**What the exchange column seems to promise**

The naive expectation for chlorogermane is that more exact exchange means a higher first excitation. Exact exchange pushes the highest occupied orbital (HOMO) down and the lowest empty orbital (LUMO) up, and the excitation should follow the gap between them. S1, the lowest singlet excitation, should then climb with the printed share of exact exchange and be the same wherever that share is 100 %.

ClGeH3 in the gas phase, PySCF 2.14.0 with density fitting: vertical excitations from TDDFT (S1) and its Tamm-Dancoff approximation (T1), with core orbitals frozen, at the PBE0-D3(BJ)/def2-SVP geometry. Exact exchange is the long-range share in each functional's definition, the leading pair is that of largest weight in S1, and the polarisability is the isotropic mean.

| functional | basis | exact exchange, long range (%) | S1 (eV) | leading pair | T1 (eV) | polarisability (bohr^3) |
| --- | --- | --- | --- | --- | --- | --- |
| LDA | def2-SVPD | 0 | 6.03 | HOMO to LUMO | 5.65 | 48.9 |
| PBE | def2-SVPD | 0 | 6.16 | HOMO to LUMO | 5.74 | 48.0 |
| B3LYP | def2-SVPD | 20 | 6.52 | HOMO to LUMO | 6.08 | 46.9 |
| BHandHLYP | def2-SVPD | 50 | 7.13 | HOMO to LUMO | 6.64 | 45.1 |
| CAM-B3LYP | def2-SVPD | 65 | 6.85 | HOMO to LUMO | 6.37 | 46.2 |
| HF | def2-SVPD | 100 | 8.09 | HOMO to LUMO+1 | 7.44 | 43.3 |
| LC-wPBE | def2-SVPD | 100 | 7.29 | HOMO to LUMO | 6.74 | 45.0 |
| wB97X-D | def2-SVPD | 100 | 6.97 | HOMO to LUMO | 6.54 | 45.9 |
| PBE0 | 6-31G(d) | 25 | 6.74 | HOMO to LUMO | 6.27 | 34.3 |
| PBE0 | aug-cc-pVDZ | 25 | 6.63 | HOMO to LUMO | 6.18 | 46.2 |
| PBE0 | aug-cc-pVTZ | 25 | 6.66 | HOMO to LUMO | 6.21 | 46.9 |
| PBE0 | def2-SVP | 25 | 6.90 | HOMO to LUMO | 6.39 | 36.0 |
| PBE0 | def2-SVPD | 25 | 6.71 | HOMO to LUMO | 6.24 | 46.3 |
| PBE0 | def2-TZVP | 25 | 6.85 | HOMO to LUMO | 6.34 | 42.3 |
| PBE0 | def2-TZVPD | 25 | 6.71 | HOMO to LUMO | 6.24 | 46.8 |

The first half of this holds for the functionals with one share at all distances, compared in the def2-SVPD basis: S1 rises from LDA through PBE, B3LYP, PBE0 and BHandHLYP to HF. The second half fails. At a printed share of 100 %, S1 is 8.09 eV in HF but only 6.97 eV in wB97X-D, which is even below the 7.13 eV of BHandHLYP with its 50 %.

**The gap and the excitation part company**

The orbital energies of the same calculations show where the expectation breaks. From BHandHLYP to wB97X-D the gap grows from 10.19 to 11.75 eV, while S1 falls slightly. The wider gap has not brought a higher excitation.

The same happens less drastically from LDA to HF. There the gap grows by about 8 eV and S1 by about 2 eV, so roughly three quarters of the opening never reaches the excitation. Something grows along with the gap and cancels most of it.

**Why long-range exchange cancels**

That something is the attraction between the excited electron and the hole it leaves, here mainly a chlorine lone pair. The same share of exact exchange that opens the gap also brings this attraction into the response calculation. A thought experiment shows how the two are linked.

Let the electron repulsion have the same value $c$ everywhere in the molecule. Its exact exchange then acts on the orbitals in a simple way:

- every occupied orbital is lowered by $c$, because an electron in it no longer repels itself;
- every empty orbital stays where it is, because it is orthogonal to all occupied ones;
- the electron–hole attraction lowers the excitation by $c$, wherever the two charges sit.

These orbital shifts are counted from a calculation without any exchange. A local functional would lower filled and empty orbitals alike, by about half of $c$. Replacing it by exact exchange therefore moves the HOMO down and the LUMO up, and the gap still gains $c$. The attraction takes $c$ back, and the excitation energy does not move. Only the part of the repulsion that varies within the molecule can shift S1.

Range-separated functionals add exchange mostly in the part that varies little. In wB97X-D the share is about 22 % at short distance and reaches 100 % only well beyond $1/\omega = 5$ bohr, where $\omega$ is the range parameter of the functional. That is longer than the Ge–Cl bond. Within this distance the added share rises while the repulsion between two charges falls, and the product of the two changes little. Over so small a molecule the added exchange therefore acts almost like the constant $c$: it widens the gap far more than it raises S1.

**Why S1 rises at all**

The cancellation is incomplete at short range. Exact exchange removes the repulsion of the lone-pair electron with itself, and that is strong because the charge sits in one compact region. The attraction it brings acts between the lone pair and an electron spread over germanium, chlorine and the hydrogens, and is weaker. The difference remains as a rise of S1, and it grows with the share of exchange at short distance.

The size of the attraction is plausible. Two point charges at the Ge–Cl distance attract each other by about 7 eV, and from PBE to HF the gap minus S1 grows by about 6 eV. This supports the order of magnitude only, since that difference also contains other terms of the response and the mixing of orbitals, and HF leaves out correlation as well.

**A simple model, worked for wB97X-D**

The argument suggests replacing the printed share by the share $a$ that acts at some effective distance $s$:

$$a = a_{\rm short} + (a_{\rm long}-a_{\rm short})\,\mathrm{erf}(\omega s).$$

S1 is taken as linear in $a$, and the line and $s$ are fitted to the nine functionals in def2-SVPD. The best distance is 1.36 bohr. For wB97X-D, with $\omega = 0.20$ per bohr, the steps are

$$\mathrm{erf}(0.20\times1.36)\approx0.30,\qquad a\approx22+78\times0.30\approx45\ \%,$$

$$S_1\approx6.12+0.0199\times45\approx7.0\ \text{eV}.$$

The full calculation gives 6.97 eV, but this row was part of the fit. A line through the six functionals with one share at all distances, read at the printed 100 %, would give 8.1 eV.

The model meets all nine values of S1 to about 0.1 eV. Some error is unavoidable, because LDA and PBE differ by 0.13 eV without any exact exchange. The same form fitted to the gap needs about twice the distance and leaves errors up to 0.3 eV, on a gap that varies by about 8 eV. The distances are measures of range rather than lengths in the molecule, but their order is the expected one: the gap responds to exchange at longer range than S1 does. The output below gives the details.

**Two other columns agree**

T1, the lowest triplet excitation, puts the nine functionals in exactly the order of S1. The polarisability puts them in exactly the reverse order. It does not follow the gap so strictly: wB97X-D has a larger gap than BHandHLYP and yet is slightly more polarisable, 45.9 against 45.1 bohr³. This fits the argument, since the polarisability too is a response in which gap and attraction act together.

**The odd label in the HF row**

HF is the only row whose leading pair is HOMO to LUMO+1. This need not mean a different kind of excited state. HF's empty orbitals are those of an added electron, which feels no hole, so the excited electron has to be composed of several of them. The lowest HF triplet shows such a mixture, with weights of about 0.4 on LUMO+1 and 0.3 on LUMO.

**What the basis does in the PBE0 rows**

With the functional fixed, diffuse functions let the excited electron spread outwards. From def2-SVP to def2-SVPD the LUMO falls by 0.55 eV, but the gap shrinks by only 0.31 eV because the HOMO falls too. S1 drops by just 0.19 eV. That S1 drops less than the gap is probably again a matter of attraction: the hole holds a more spread-out electron less tightly.

The 6-31G(d) row shows why S1 alone is a poor test of a basis. Its 6.74 eV lies close to the 6.71 eV of def2-SVPD, yet its polarisability is 34.3 instead of 46.3 bohr³. The basis is too tight to let the charge cloud deform fully, and the similar excitation energy rests on a compensation of errors: both HOMO and LUMO lie higher than in def2-SVPD, and most of this cancels in the gap.

Numerical output:

```
fit of s1 on 6 rows (svpd & ~rs): constant 6.127 +/- 0.038, coefficient of exx 0.01987 +/- 0.0008; rms 0.0557, worst LDA 0.0974, leave-one-out rms 0.0903
  rows outside the fit (model, value, miss): CAM-B3LYP 7.419, 6.85, 0.569; LC-wPBE 8.115, 7.29, 0.825; wB97X-D 8.115, 6.97, 1.14; PBE0 6.624, 6.74, -0.116; PBE0 6.624, 6.63, -0.00573; PBE0 6.624, 6.66, -0.0357; PBE0 6.624, 6.9, -0.276; PBE0 6.624, 6.85, -0.226; PBE0 6.624, 6.71, -0.0857
fit of s1 on 9 rows (svpd): constant 6.116 +/- 0.039, coefficient of sr + (exx - sr)*sqrt(1 - exp(-4/pi*(om*s)**2)) 0.01989 +/- 0.00082, s 1.359; rms 0.0592, worst PBE0 -0.0969, leave-one-out rms 0.102
  rows outside the fit (model, value, miss): PBE0 6.613, 6.74, -0.127; PBE0 6.613, 6.63, -0.0169; PBE0 6.613, 6.66, -0.0469; PBE0 6.613, 6.9, -0.287; PBE0 6.613, 6.85, -0.237; PBE0 6.613, 6.71, -0.0969
fit of gap on 9 rows (svpd): constant 6.031 +/- 0.13, coefficient of sr + (exx - sr)*sqrt(1 - exp(-4/pi*(om*s)**2)) 0.07914 +/- 0.0023, s 2.899; rms 0.192, worst wB97X-D -0.336, leave-one-out rms 0.331
  rows outside the fit (model, value, miss): PBE0 8.009, 8.275, -0.266; PBE0 8.009, 8.045, -0.0359; PBE0 8.009, 8.083, -0.0739; PBE0 8.009, 8.502, -0.493; PBE0 8.009, 8.438, -0.429; PBE0 8.009, 8.193, -0.184
HOMO-LUMO gap in the def2-SVPD rows, eV: 5.814, 5.967, 7.645, 10.19, 10.4, 13.89, 12.93, 11.75, 8.191
gap minus S1 in the def2-SVPD rows, eV: -0.216, -0.193, 1.125, 3.057, 3.555, 5.797, 5.642, 4.78, 1.481
rise of the gap from LDA to HF, eV: 8.073
rise of S1 from LDA to HF, eV: 2.06
part of the gap rise that does not reach S1, %: 74.48
global exchange share with the same S1 (CAM-B3LYP, LC-wPBE, wB97X-D), %: 36.36, 58.5, 42.4
attraction of point charges at the Ge-Cl distance of 2.16 A, eV: 6.667
rank correlation of polarisability with S1, def2-SVPD: -1
rank correlation of polarisability with the gap, def2-SVPD: -0.95
PBE0 shift of S1 from def2-SVP to def2-SVPD, eV: -0.19
PBE0 shift of the LUMO from def2-SVP to def2-SVPD, eV: -0.553
```
